# Radius-ratio limits and hard-sphere energy crossovers

Two questions hide in the radius-ratio rule for ionic crystals. One is geometric: how small can a cation be before the anions around it touch? The other is energetic: at what size ratio does a structure stop being the lowest in energy? The answers differ. At each **Predict** line, write down a guess before reading on.

## Premises

1. The crystal MX consists of spherical ions of charge $\pm ze$, which interact electrostatically as point charges.
2. The ions are hard spheres of radii $r_+\le r_-$ that do not depend on the structure. Define $\rho=r_+/r_-$.
3. The lattice is static and the pressure is zero.
4. The candidates are the ideal cubic zinc blende, rock salt (NaCl) and CsCl structures, with every ion on its symmetric site.

The symbol $d$ is the cation–anion distance, $a$ the cubic lattice constant, and $k=e^2/4\pi\varepsilon_0=14.40$ eV Å. Energies are per formula unit. In all three structures the two sublattices can be exchanged, so for $r_+>r_-$ read $\rho$ as the smaller radius over the larger.

## Step 1: anion contact

Two anions lie at distance $d$ from a cation and subtend the angle $\theta$ at it. They form an isosceles triangle with the cation, so their separation is $2d\sin(\theta/2)$. Hard spheres impose two conditions:

$$d\ge r_++r_-,\qquad 2d\sin(\theta/2)\ge 2r_- .$$

With $\kappa=1/\sin(\theta/2)$, taken for the smallest angle in the polyhedron, the second reads $d\ge\kappa r_-$. Both hold as equalities when $1+\rho=\kappa$, which defines the contact limit $\rho_c=\kappa-1$.

> **Predict:** find $\cos\theta$ for the triangle, tetrahedron, octahedron and cube. Two of them differ only in sign.

The planar triangle has $\theta=120^\circ$ and the octahedron $90^\circ$. For the cube, adjacent vertices $(1,1,1)$ and $(1,1,-1)$ give $\cos\theta=1/3$. The tetrahedron takes alternate vertices such as $(1,1,1)$ and $(1,-1,-1)$, so $\cos\theta=-1/3$. Then $\sin^2(\theta/2)=(1-\cos\theta)/2$ completes the table.

| coordination | $\theta$ | $\sin^2(\theta/2)$ | $\kappa$ | $\rho_c$ |
|---|---|---|---|---|
| 3 | $120^\circ$ | 3/4 | $2/\sqrt3$ | 0.155 |
| 4 | $109.47^\circ$ | 2/3 | $\sqrt{3/2}$ | 0.225 |
| 6 | $90^\circ$ | 1/2 | $\sqrt2$ | 0.414 |
| 8 | $70.53^\circ$ | 1/3 | $\sqrt3$ | 0.732 |

The polyhedron edge must also be the shortest anion–anion distance of the crystal, or another contact would come first. It is. Zinc blende has $d=\sqrt3a/4$ and face-centred cubic anions $a/\sqrt2$ apart, rock salt has $d=a/2$ and again $a/\sqrt2$, CsCl has $d=\sqrt3a/2$ and simple cubic anions $a$ apart. In each case $2d$ divided by the anion spacing returns the tabulated $\kappa$. The cations have the same spacing and are smaller, so they add no condition. Threefold coordination has no cubic MX candidate in premise 4 and leaves the discussion here.

The geometric rule postulates that a cation takes the highest coordination in which it still touches its anions, so the structure changes at $\rho_c$. Nothing so far proves this. The energy has to decide.

## Step 2: the Madelung energy

The energy of one ion in the field of all others is $-Mz^2k/d$, with the Madelung constant referred to the nearest-neighbour distance,

$$M=\sum_{\rm unlike}\frac{d}{r_j}-{\sum_{\rm like}}'\,\frac{d}{r_j},$$

where the prime omits the ion itself. A formula unit has two ions and each pair is counted from both ends, so $E=\tfrac12\cdot2\cdot(-Mz^2k/d)=-Mz^2k/d$.

The sum converges only conditionally. The convention here is the bulk (Ewald) value, with no macroscopic field. To evaluate it, measure lengths in $a$ and write $1/r=(2/\sqrt\pi)\int_0^\infty e^{-r^2t^2}dt$. A Gaussian factorises into $x$, $y$ and $z$ parts, so a simple cubic lattice shifted by $(s_1,s_2,s_3)$ contributes $\vartheta_{s_1}\vartheta_{s_2}\vartheta_{s_3}$, where

$$\vartheta_s(t)=\sum_{n=-\infty}^{\infty}e^{-t^2(n+s)^2}=\frac{\sqrt\pi}{t}\sum_{m=-\infty}^{\infty}e^{-\pi^2m^2/t^2}\cos 2\pi ms .$$

The second form is Poisson's summation formula. With $U$ and $L$ the sums over unlike and like ions, and $+1$ removing the origin from $L$,

$$M=\frac da\,\frac{2}{\sqrt\pi}\int_0^\infty\left[U(t)-L(t)+1\right]dt .$$

> **Predict:** the face-centred lattice is four simple cubic lattices, shifted by $(0,0,0)$ and the permutations of $(0,\frac12,\frac12)$. Write $U$ and $L$ for each structure, using $\vartheta_{3/4}=\vartheta_{1/4}$.

The unlike sublattice adds the shift $(\frac14,\frac14,\frac14)$ in zinc blende and $(\frac12,\frac12,\frac12)$ in the other two.

| structure | $L$ | $U$ | $M$ |
|---|---|---|---|
| zinc blende | $\vartheta_0^3+3\vartheta_0\vartheta_{1/2}^2$ | $4\vartheta_{1/4}^3$ | $M_4=1.6381$ |
| rock salt | $\vartheta_0^3+3\vartheta_0\vartheta_{1/2}^2$ | $\vartheta_{1/2}^3+3\vartheta_{1/2}\vartheta_0^2$ | $M_6=1.7476$ |
| CsCl | $\vartheta_0^3$ | $\vartheta_{1/2}^3$ | $M_8=1.7627$ |

As $t\to0$ every $\vartheta_s$ tends to $\sqrt\pi/t$, and these leading terms cancel between $U$ and $L$ because the cell is neutral. The integral is done numerically, with the Poisson form below $t=2$ and the direct form above, each needing only a few terms. At equal $d$, rock salt binds 6.7 per cent more strongly than zinc blende, while CsCl leads rock salt by only 0.9 per cent.

## Step 3: the equilibrium distance

Since $M>0$, the energy $-Mz^2k/d$ falls steadily as $d$ shrinks. Hard spheres supply no force until contact, so the crystal contracts until the first of the two conditions of Step 1 stops it:

$$d=r_-\max(1+\rho,\kappa),\qquad \epsilon(\rho)\equiv\frac{E}{z^2k/r_-}=-\frac{M}{\max(1+\rho,\kappa)} .$$

> **Predict:** follow $\epsilon$ for one structure as the cation shrinks. What happens at $\rho_c$: a jump, a kink or nothing?

A kink. Above $\rho_c$ the energy drops as $-M/(1+\rho)$. Below $\rho_c$ the anion frame fixes $d$, and the energy stays at the plateau $-M/\kappa$. The plateaus are $-1.3375$ for zinc blende, $-1.2357$ for rock salt and $-1.0177$ for CsCl. The energy is continuous at $\rho_c$, and this is the fact that the geometric rule overlooks.

## Step 4: the crossovers

Compare a structure $(M,\kappa)$ with one of higher coordination $(M',\kappa')$, where $M'>M$ and $\kappa'>\kappa$.

> **Predict:** does the crossing lie above, at or below $\rho_c'=\kappa'-1$?

There are three ranges. For $1+\rho\ge\kappa'$ both have $d=r_++r_-$, and the larger $M'$ wins throughout, including at $\rho_c'$ itself. For $1+\rho\le\kappa$ both sit on their plateaus, and the values above show that the lower coordination wins. In between, $\epsilon'=-M'/\kappa'$ is constant while $\epsilon=-M/(1+\rho)$ is monotonic, so there is exactly one crossing, and it lies below $\rho_c'$:

$$\frac{M}{1+\rho^*}=\frac{M'}{\kappa'}\quad\Longrightarrow\quad\rho^*=\kappa'\,\frac{M}{M'}-1 .$$

The charge and the absolute size have cancelled. Inserting the constants,

$$\rho^*_{4\to6}=\sqrt2\,\frac{1.6381}{1.7476}-1=0.326,\qquad\rho^*_{6\to8}=\sqrt3\,\frac{1.7476}{1.7627}-1=0.717 .$$

Both lie in the middle range assumed, $0.225<0.326<0.414$ and $0.414<0.717<0.732$. The third pair, zinc blende and CsCl, crosses at $\sqrt3M_4/M_8-1=0.610$, where rock salt lies below both, so this crossing is never seen. The model's sequence is zinc blende for $\rho<0.326$, rock salt for $0.326<\rho<0.717$, and CsCl above.

The higher-coordinated structure survives until its rival has shortened its bond by the fraction $1-M/M'$, which is 6.3 per cent in the first case and 0.9 per cent in the second. Ideal wurtzite has the same tetrahedra as zinc blende, and with an approximate $M\approx1.641$ as input it would put the first crossover at 0.328.

## Step 5: does the loose cation stay centred?

Between $\rho^*$ and $\rho_c'$ the winning structure holds a cation that touches nothing, and premise 4 pins it at the centre.

> **Predict:** shift the whole cation sublattice rigidly by $\mathbf u$ against the anions. Does the Coulomb energy rise or fall?

Give the anion sublattice a uniform background of charge density $+ze/v$ and the cation sublattice one of $-ze/v$, where $v$ is the volume per formula unit. The backgrounds cancel, so the crystal is unchanged. With no macroscopic field, the potential $\phi$ of anions plus background is periodic, and only the energy $ze\,\phi$ of the cation in it depends on $\mathbf u$. Near the cation site $\nabla^2\phi=-ze/\varepsilon_0v$. The site is an inversion centre with cubic symmetry, so the linear term vanishes and the curvature is shared equally among three axes: $\phi=\phi_0-zeu^2/6\varepsilon_0v$. Using $e^2/\varepsilon_0=4\pi k$,

$$\Delta E=-\frac{2\pi}{3}\,\frac{z^2k\,u^2}{v}.$$

The energy falls, so the centred structure is unstable within the model, and the cation moves until it touches. In rock salt $v=2d^3$, and with $u$ in units of $d$ the shift raises the effective Madelung constant by $\delta M=(\pi/3)u^2$. The longest free path is along $[111]$, at $\cos^{-1}(1/\sqrt3)$ to three anions. Contact at $s=(r_++r_-)/d=(1+\rho)/\sqrt2$ requires $1-2u/\sqrt3+u^2=s^2$, so $u=1/\sqrt3-\sqrt{s^2-2/3}$. The crossover condition becomes

$$\frac{M_4}{s}=M_6+\frac{\pi}{3}u(s)^2 ,$$

with the root $s=0.927$, $u=0.139$, $\delta M=0.020$ and $\rho^*=0.31$. The next term can be estimated from the six nearest anions. Their Legendre expansion gives $6P_4(1/\sqrt3)u^4=-\frac73u^4$, which is the fraction $7u^2/\pi$, or 4 per cent, of the quadratic term and leaves 0.31 unchanged.

For CsCl, $v=8d^3/3\sqrt3$ gives $\delta M=(\pi\sqrt3/4)u^2$. The longest path is along $[100]$, at the same angle to four anions, so the same $u(s)$ applies. At $s=M_6/M_8$ it gives $u=0.015$ and $\delta M=0.0003$, and $\rho^*$ drops by $(1+\rho^*)\delta M/M_8=0.0003$. Thus 0.717 survives this relaxation, while 0.326 belongs to the centred structure only and moves by more than 0.01. Other distortions were not tried.

## Step 6: soft ions

Replace the hard wall by a repulsion $b/d^n$ between unlike neighbours only, with the same $b$ and $n$ in each structure and coordination number $Z$. Then $E=-A/d+Zb/d^n$ with $A=Mz^2k$. Setting $dE/dd=0$ gives $d^{\,n-1}=nZb/A$, and

$$E=-\frac{A}{d}\left(1-\frac1n\right)\propto-M^{n/(n-1)}Z^{-1/(n-1)} .$$

> **Predict:** which of the two advantages in $M$ is destroyed by realistic softness?

Raising the ratio of the two energies to the power $n-1$ shows that the higher coordination wins if $(M'/M)^n>Z'/Z$, that is $n>\ln(Z'/Z)/\ln(M'/M)$. The threshold is 6.3 for rock salt against zinc blende and 33 for CsCl against rock salt. More neighbours lengthen the bond, which premise 2 forbids. A lengthening of 0.9 per cent already cancels the whole advantage of CsCl.

The exponent follows from the bulk modulus. If all repulsions share the power $n$, then $E=-A/d+C/d^n$ whichever neighbours contribute, and at the minimum $E''=A(n-1)/d^3$. Since $E'=0$ there and $dv/dd=3v/d$, the modulus is $B=v\,d^2E/dv^2=d^2E''/9v$. For rock salt,

$$B=\frac{M_6z^2k\,(n-1)}{18\,d^4}.$$

## Range of validity

The limits $\rho_c$ are exact geometry for hard spheres in regular polyhedra. The crossovers 0.326 and 0.717 are exact consequences of premises 1 to 4. They describe a real crystal only under further conditions.

- The bonding must be ionic and non-directional. A reduced charge cancels from $\rho^*$, but polarisation, dispersion and covalent bonding do not.
- The repulsion must be steep. The upper crossover needs $n$ well above 33 and radii constant to much better than 0.9 per cent, so it carries little predictive weight. The lower one needs $n$ well above 6.3 and a bond length constant to much better than 6.3 per cent.
- Off-centring limits the lower crossover to "0.31 to 0.33".
- The term $P\Delta v$ and the vibrational free energy must be small against the energy difference.
- Only the listed structures compete.

## Illustration: MgS and ZnS

As inputs take approximate tabulated radii of the Shannon type for sixfold coordination: $r(\mathrm{S^{2-}})=1.84$ Å, $r(\mathrm{Mg^{2+}})=0.72$ Å, $r(\mathrm{Zn^{2+}})=0.74$ Å, with $z=2$. Then $\rho=0.391$ for MgS and $0.402$ for ZnS.

> **Predict:** what do the geometric rule and the energy rule each say?

Both ratios lie between 0.326 and 0.414, where the rules disagree: geometry says fourfold, energy says rock salt. In rock salt and CsCl the anions touch, so $d_6=\sqrt2\,r_-=2.602$ Å and $d_8=\sqrt3\,r_-=3.187$ Å for both compounds, while $d_4=r_++r_-$. The model's energies are:

| | $d_4$ (Å) | $E_4$ (eV) | $E_6$ (eV) | $E_8$ (eV) | $E_4-E_6$ (eV) |
|---|---|---|---|---|---|
| MgS | 2.56 | $-36.9$ | $-38.7$ | $-31.9$ | $+1.8$ |
| ZnS | 2.58 | $-36.6$ | $-38.7$ | $-31.9$ | $+2.1$ |

MgS is a rock-salt crystal and ZnS is tetrahedrally coordinated at ambient conditions. Each rule gets one compound right. No single threshold in $\rho$ gets both with these radii, because the tetrahedral compound has the larger ratio.

The measured lattice constant of rock-salt MgS, 5.2033 Å (compiled value, Rakesh Roshan 2021), gives $d=a/2=2.602$ Å and a sulfur spacing $a/\sqrt2=3.679$ Å, so a hard sulfide ion has $r_-\le1.840$ Å. That the input radius sits at this bound is no test of the model, since tabulated radii are fitted to interatomic distances in crystals. One lattice constant fixes only $\max(r_++r_-,\sqrt2\,r_-)$ and cannot yield $\rho$.

Now size the neglected terms for MgS against 1.8 eV.

**Small terms.** Off-centring at $s=2.56/2.602$ gains 0.02 eV. It is also absent in the real crystal: a rigid shift of one sublattice is the motion of the zone-centre transverse optical mode, whose measured frequency is real, 240 cm$^{-1}$ (compiled value, Chmeruk 2023). The magnesium ion is therefore held by a restoring force that hard spheres lack. Zinc blende has $v=a^3/4=3.079\,d^3$, so the model volumes differ by 16.4 Å$^3$, and each GPa favours rock salt by 0.10 eV. The thermal scale $k_BT$ at 300 K is 0.026 eV.

**Radii.** With approximate fourfold radii, 0.57 Å for Mg and 0.60 Å for Zn, used in zinc blende and the sulfide radius kept, $d_4=2.41$ and $2.44$ Å. For MgS $E_4=-39.2$ eV and $E_4-E_6=-0.5$ eV, while ZnS is tied to within 0.1 eV. The sign depends on which radius is chosen.

**Softness.** The measured bulk modulus, 78 GPa (compiled value, Bhandari 2018), is 0.487 eV Å$^{-3}$. Treated as a static value with formal charges, it gives $n=1+18d^4B/(M_6z^2k)=5.0$. The repulsive energy is then $38.7/5.0=7.7$ eV, leaving $E_6=-31.0$ eV. This $n$ is below 6.3. If all the repulsion acts between unlike neighbours, $E_4/E_6=(M_4/M_6)^{5/4}(6/4)^{1/4}=1.0207$, and zinc blende lies lower by 0.6 eV.

The hard-sphere model's figures, $+1.8$ eV for MgS and $+2.1$ eV for ZnS, are therefore not properties of the materials. As typical knowledge and not as a measurement, the two structures of MgS lie within one or two tenths of an eV of each other, so the model overstates the preference for rock salt by about an order of magnitude. In ZnS zinc blende typically lies roughly half an eV below rock salt, so there the model has the wrong sign, and the directional Zn–S bonding that premise 1 excludes is the usual explanation.